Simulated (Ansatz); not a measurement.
How methods differ on BH3Cl− (SMILES [H][B-]([H])([H])Cl)

BH3Cl− has 5 atoms, charge -1, and is taken as a singlet. As SMILES, `[H][B-]([H])([H])Cl`. The shape is that of a GFN2-xTB optimisation.

```xyz
5

B    -0.0013    0.0016   -0.1670
Cl    0.0136   -0.0211    1.7073
H     1.1523    0.0114   -0.5222
H    -0.5866    1.0057   -0.4970
H    -0.5780   -0.9976   -0.5211
```

Each level gives the energy change with the B1–H3 bond stretched from 1.207 to 2.414 Å (eV). The values are calculated.

| level | kind | program | value (eV) | less FCI/STO-3G | CPU time (all runs) |
| --- | --- | --- | --- | --- | --- |
| HF/STO-3G (restricted) | Hartree–Fock | Ansatz | 6.48 | +1.73 | 0.4 s |
| SVWN5/STO-3G (restricted) | LDA | Ansatz | 4.97 | +0.22 | 2.2 s |
| revPBE/STO-3G (restricted) | GGA | Ansatz | 4.60 | -0.15 | 2.8 s |
| BHLYP/STO-3G (restricted) | global hybrid | Ansatz | 5.71 | +0.96 | 2.7 s |
| wB97M-V/STO-3G (restricted) | range-separated hybrid | Ansatz | 5.38 | +0.63 | 26 s |
| RPA@PBE/STO-3G (restricted) | RPA | Ansatz | 4.67 | -0.08 | 5.5 s |
| MP2/STO-3G (restricted) | perturbation theory | Ansatz | 5.51 | +0.76 | 0.55 s |
| CCSD/STO-3G (restricted) | coupled cluster or CI | Ansatz | 4.81 | +0.06 | 0.52 s |
| CCSDT/STO-3G (restricted) | coupled cluster or CI | Ansatz | 4.74 | -0.01 | 1.1 s |
| FCI/STO-3G | exact in the basis | Ansatz | 4.75 | 0.00 | 2 s |

FCI/STO-3G is exact within its basis and frozen core, so for wave-function methods in that basis the difference is their error; functionals converge differently with the basis, so for them it is only a difference. Spin-restricted single references rise too steeply as a bond breaks, Hartree–Fock most of all. Sets without diffuse functions describe the anion poorly. The first shape isn't each level's own minimum. The values span 4.60 to 6.48 eV. All rows use very small basis sets, so even the best lies far from the true value. CPU times are rough (shared hosts, several kinds of processor): they show what a rung costs within a factor of a few.

Stretching the B–H bond brings its σ and σ* orbitals closer in energy, so the doubly excited σ*² configuration gains weight in the singlet. A single closed-shell determinant instead keeps too much ionic character, which accounts for the Hartree–Fock excess of 1.73 eV. MP2 removes more than half of this, but a low-order expansion becomes unreliable as the orbital gap shrinks. CCSD treats the pair's double excitation to infinite order and comes within 0.06 eV of FCI. Triples, which couple this pair to the remaining electrons, account for most of what is left. CCSDT can fall slightly below FCI because it is not variational and errors at the two geometries need not cancel.

Among the functionals, the semilocal pair lies below the two hybrids, probably because a localised exchange hole mimics part of the left–right correlation that exact exchange lacks. The closeness of RPA to FCI may be partly fortuitous. A single stretched geometry establishes neither the dissociation limit nor the preferred charge distribution between the fragments.
